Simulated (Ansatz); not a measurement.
**A correction line for B2PLYP/def2-TZVPP: vertical ionisation energy**

The vertical ionisation energy (cation less neutral) in eV of 6 molecular compounds of Ta: x at B2PLYP/def2-TZVPP, y at CCSD(T)/def2-TZVPP. Shapes, held fixed at every level: PBE0-D4/def2-TZVP. Flexible molecules stand in one conformer, not always the lowest. Programs: Ansatz 0.2.0.

| molecule | x (eV) | y (eV) |
| --- | --- | --- |
| C2H7ClFN2Ta (SMILES C[N](C)[Ta](=[NH])([F])[Cl]) | 9.13 | 9.23 |
| Ta(NH2)2(OH)S | 9.30 | ? |
| C3H10NO3Ta (SMILES C[O][Ta](=[NH])([O]C)[O]C) | 9.30 | 9.36 |
| Ta(NH2)(OH)2S | 9.49 | 9.52 |
| Ta(NH2)(OH)FO | 10.52 | 10.56 |
| Ta(OH)5 | 10.83 | 11.24 |

Problem. Fit y = c + s·x to the known rows and predict y for Ta(NH2)2(OH)S.

Solution. 
1. Means of the 5 rows: x = 9.8540, y = 9.982.
2. Σ(Δx)² = 2.3597, Σ(Δx·Δy) = 2.67, so the slope is 2.67/2.3597 = 1.1315.
3. Intercept: 9.982 − (1.1315) × 9.8540 = -1.168. The largest residual of the fit is 0.18.
4. Ta(NH2)2(OH)S: -1.168 + 1.1315 × 9.30 = 9.35 eV.

CCSD(T)/def2-TZVPP gives 9.34 eV, so the prediction is off by +0.01 eV, within the largest residual. Uncorrected, B2PLYP/def2-TZVPP misses Ta(NH2)2(OH)S by -0.04 eV, and the other rows by 0.13 on average. The line removes about 75 % of this miss, partly by chance. Left out in turn, the other rows are missed by 0.17 eV on average, worse than no correction. Cations run unrestricted. For atoms past krypton def2 sets carry core potentials with scalar relativity. Outer-core shells of Ta are correlated, in sets that cover them unevenly.

B2PLYP lies below CCSD(T) for every molecule, but the gap does not grow steadily with the ionisation energy. It is small everywhere except in Ta(OH)5, and that one compound lifts the slope above one; without it the slope would fall slightly below one. The line therefore describes an outlier more than a systematic error of the functional, possibly a hole shared differently among the similar oxygen lone pairs.

The energies themselves follow ligand chemistry. All six compounds are formally d0 Ta(V), so the electron should leave mainly ligand-centred π or lone-pair orbitals rather than a metal d shell. Nitrogen and sulfur hold these electrons less tightly than oxygen or fluorine, which fits the low values for the imido and sulfido compounds and the highest for Ta(OH)5. Ta(NH2)(OH)FO lies well above the sulfides despite its amido group, which suggests that sulfur carries much of the hole in the latter. The good prediction for Ta(NH2)2(OH)S tests only the low-energy end, where little correction is needed.
